Stretching one ordinary C–C single bond by 15 % looks like an easy task for any electronic-structure method. The molecule stays a closed-shell singlet, no bond breaks and no charge moves far. The choice of level should then matter little, and what difference remains should shrink steadily as the method grows more elaborate. Neither holds for this fluorinated propane.

Energy to stretch the bond between atoms 2 and 3 (C–C) of FCCCF (C3H6F2, neutral singlet) to 1.7359 Å, from OpenMolcas and xtb: total energy of the stretched molecule less that of the PBE0-D4/def2-TZVP structure, atoms fixed, no zero-point or thermal term. The density functionals carry no dispersion correction; MP2 freezes five core orbitals.

| level (program) | reference determinants | relativity | energy difference (eV) |
| --- | --- | --- | --- |
| BLYP cc-pVDZ (OpenMolcas) | RKS | none | 0.355 |
| revPBE cc-pVDZ (OpenMolcas) | RKS | none | 0.372 |
| PBE cc-pVDZ (OpenMolcas) | RKS | none | 0.420 |
| r2SCAN cc-pVDZ (OpenMolcas) | RKS | none | 0.481 |
| GFN2-xTB (xtb) | n/a | n/a | 0.486 |
| GFN0-xTB (xtb) | n/a | n/a | 0.489 |
| MP2 cc-pVDZ (OpenMolcas) | RHF | none | 0.498 |
| HF 3-21G (OpenMolcas) | RHF | none | 0.500 |
| M06-2X cc-pVDZ (OpenMolcas) | RKS | none | 0.511 |
| PBE0 cc-pVDZ (OpenMolcas) | RKS | none | 0.513 |
| M06-L cc-pVDZ (OpenMolcas) | RKS | none | 0.516 |
| HF cc-pVDZ (OpenMolcas) | RHF | none | 0.559 |

## What happens

The energy difference is the cost of pulling a terminal CH₂F group away from the middle carbon by 0.23 Å, with everything else held rigid. The levels disagree by 0.204 eV from lowest to highest, which is about 40 % of a typical value. The three generalised-gradient functionals (GGAs), BLYP, revPBE and PBE, lie at the bottom. Hartree–Fock in the cc-pVDZ basis lies at the top.

Between these ends sit eight levels within 0.035 eV of each other, less than one kcal/mol (0.043 eV). They are a mixed company: a hybrid functional, three meta-GGA-type functionals with and without exact exchange, MP2, two tight-binding models, and Hartree–Fock in a very small basis. So the decision that matters is whether to leave the GGAs and plain Hartree–Fock. The order inside the middle group matters much less.

The table holds no benchmark that would settle the true value. I use PBE0 below as a point of comparison, and distances from it are steps between levels, not errors.

## Why the cost is about half an electronvolt

A bond resists a small pull like a spring and then softens, because it can eventually break. The Morse curve contains both facts:

V(x) = D [1 − exp(−a x)]², with a = √(k / 2D)

Here x is the stretch from the minimum, D the bond energy and k the force constant. For a C–C single bond, rough textbook sizes are k ≈ 28 eV/Å² and D ≈ 3.9 eV. Nothing is fitted to the table.

These values give a ≈ 1.9 per Å, so a x ≈ 0.43 and exp(−a x) ≈ 0.65. The bracket is then 0.35, its square about 0.12, and the cost about 0.48 eV. A pure spring, ½ k x², would give 0.73 eV, which is above every row. Softening is therefore a large part of the answer even at a stretch of 15 %.

The model gets the size right but can't choose between methods. Moving k from 25 to 31 eV/Å², a fair range for a remembered constant, moves the estimate from 0.44 to 0.52 eV. That is wider than the whole middle group.

## Why the GGAs pay less

All levels start from the same structure, which was optimised with PBE0 in a larger basis. The start is therefore not the minimum of each level. A method that prefers a longer bond begins on the compressed side of its own curve, and the first part of the pull relieves strain instead of creating it.

For PBE the calculation shows this directly. Its forces at the start, projected on the stretch, give a slope of −0.41 eV/Å: the energy at first goes down. Divided by the force constant above, the slope means that PBE in this basis wants the bond longer by roughly 0.015 Å. Part of that may come from the small basis and not from the functional.

A coil spring pulled between two fixed marks shows why so small a length matters. If its rest length is slightly greater, it is less extended at the far mark, and the work saved is the slope times the distance, here about 0.09 eV. The comparison stops where the bond softens. A real bond pulls back less at the far mark than a spring would, so less work is saved, and the Morse curve puts the saving nearer 0.05 eV.

Either way, a mismatch in the second decimal of a bond length is worth several hundredths of an electronvolt. That is the same order as the step of 0.093 eV from PBE to PBE0. How much of this step would survive if each level started from its own minimum and were stretched by the same amount is not settled, because PBE0 too may have a slope at the start in the smaller basis.

BLYP and revPBE fit the same picture. GGAs are well known for making single bonds somewhat too long, BLYP especially. For these two functionals the argument rests on that general experience and not on their own forces. BLYP lies so far down, 0.158 eV below PBE0, that its curve is probably softer as well as shifted.

## Why Hartree–Fock pays more

Hartree–Fock lets each electron feel only the average of the others. When a bond is stretched, its bonding and antibonding orbitals come closer in energy, and the electrons gain more by avoiding each other, one near each carbon. This gain is correlation energy. Hartree–Fock leaves it out, so its curve rises too steeply.

MP2 adds an estimate of correlation to the same Hartree–Fock orbitals. It lowers the cost by 0.061 eV, from 0.559 to 0.498 eV. The direction is what this argument leads one to expect, and the size is MP2's estimate of how much correlation matters for a bond that is still far from breaking.

Hartree–Fock in the small 3-21G basis gives 0.500 eV, almost the MP2 value. This is no recommendation. Going from 3-21G to cc-pVDZ raises the Hartree–Fock result by 0.059 eV, so the small basis happens to hide the absence of correlation. Such a cancellation has no reason to repeat itself for another bond or another stretch.

## What exact exchange does and doesn't explain

From PBE to PBE0 the main change is the admixture of exact exchange, and the cost rises. It is tempting to conclude that exact exchange is the remedy. Yet M06-L, which has none, gives 0.516 eV, and M06-2X, with about half, gives 0.511 eV.

Meta-GGAs also use the kinetic-energy density, which helps them to tell a single bond from other regions of similar density. The step from PBE to r2SCAN, which contains no exact exchange either, is already 0.061 eV. For this stretch there are thus two routes out of the GGA group, and the table gives no reason to insist on the hybrid one.

## How large the steps are against the need

**Rough structures and sorting.** If the aim is to reject badly distorted geometries, an uncertainty of 0.1 eV does little harm. Even PBE is then usable, and the tight-binding models GFN0 and GFN2 lie within 0.03 eV of PBE0.

**Fitting a force field or a bond potential.** Here a relative deviation counts, since it passes into the stiffness or the rest length of the model. PBE lies 18 % below PBE0, BLYP 31 % below, and Hartree–Fock in cc-pVDZ 9 % above. GGA energies on structures optimised by another method would build a mismatch of bond lengths into the fitted potential.

**Reaction energies and barriers.** The usual goal is one kcal/mol. The step from PBE to PBE0 is about twice that. If a difference of this size entered a barrier at room temperature, the rate would change by a factor between 30 and 40. The stretch itself is not a barrier, but transition states often contain bonds lengthened by a similar amount.

**Accuracy of 0.01 to 0.02 eV.** The table can't select a level for this. The order within the middle group depends on differences smaller than the basis effect seen in Hartree–Fock. A larger basis and a coupled-cluster reference would have to come first.

## What each level costs

Tight binding is cheapest by orders of magnitude, because it uses a minimal or nearly minimal valence basis and replaces most integrals by fitted formulas. Hartree–Fock and density functionals come next. Their formal effort grows with the fourth power of the number of basis functions when the integrals are not approximated. Going from the 57 functions of 3-21G to the 100 of cc-pVDZ then means about nine times the work, although screening of small integrals reduces this in practice.

A meta-GGA costs only a little more than a GGA. A hybrid adds exact exchange, which is a modest surcharge for a molecule of this size and a heavier one where the Coulomb part is accelerated by density fitting. MP2 grows formally with the fifth power: twice the molecule means 32 times the work, against 16 times for Hartree–Fock.

## What to do

For bond-stretch energies of this kind, use a meta-GGA or a hybrid as the working level. The step up from even the highest GGA, PBE, is larger than one kcal/mol for r2SCAN, M06-L, PBE0 and M06-2X, and the meta-GGAs without exact exchange reach this range at little extra cost. Without a benchmark, the case for preferring these levels rests on their closeness to MP2, which is itself not converged in so small a basis, and on the known leaning of GGAs towards long bonds. MP2 is a useful second opinion because it arrives at a similar value by a different route.

If a GGA must be used, optimise the starting structure with the same functional and basis, then stretch by the same amount. Stretching to the old final length would keep most of the shift: the pull would be shorter by the extra length the functional prefers, while the strain removed at the start is worth only a few thousandths of an electronvolt on the Morse curve. When a new optimisation is too expensive, add up the forces on the moved group at the start and project the sum on the bond. A slope that points downhill towards longer bonds warns that the stretch energy will come out low. As a rule of thumb from the Morse curve, each 0.01 Å of extra preferred length takes 0.03 to 0.04 eV off the cost of this stretch.

Use the tight-binding models for rough stretch energies and first structures, and check anything else separately. On stretching, the lowest empty orbital of GFN2 drops by 3.2 eV, while that of PBE0 hardly moves. A likely reason is the basis. GFN2 has only valence functions here, so its lowest empty orbital can be the antibonding orbital of the stretched bond, which sinks quickly as the overlap shrinks. The shape of the orbital was not printed, so this is expected and not shown. The orbital is empty, so the drop is no sign of a faulty energy, but a sensible stretch energy doesn't vouch for the empty orbitals either.

The same reasoning carries over to neighbouring cases. A series in which every level starts from its own minimum and is stretched by the same amount should show the GGAs closer to the rest, since the shift in bond length is then gone and only the difference in stiffness remains. A series that pulls the bond until it breaks would behave quite differently. There a restricted closed-shell determinant, which forces both bond electrons into one orbital, becomes wrong in kind, and MP2 built on it fails too. The advice given here holds for a bond that is strained but still clearly a bond.
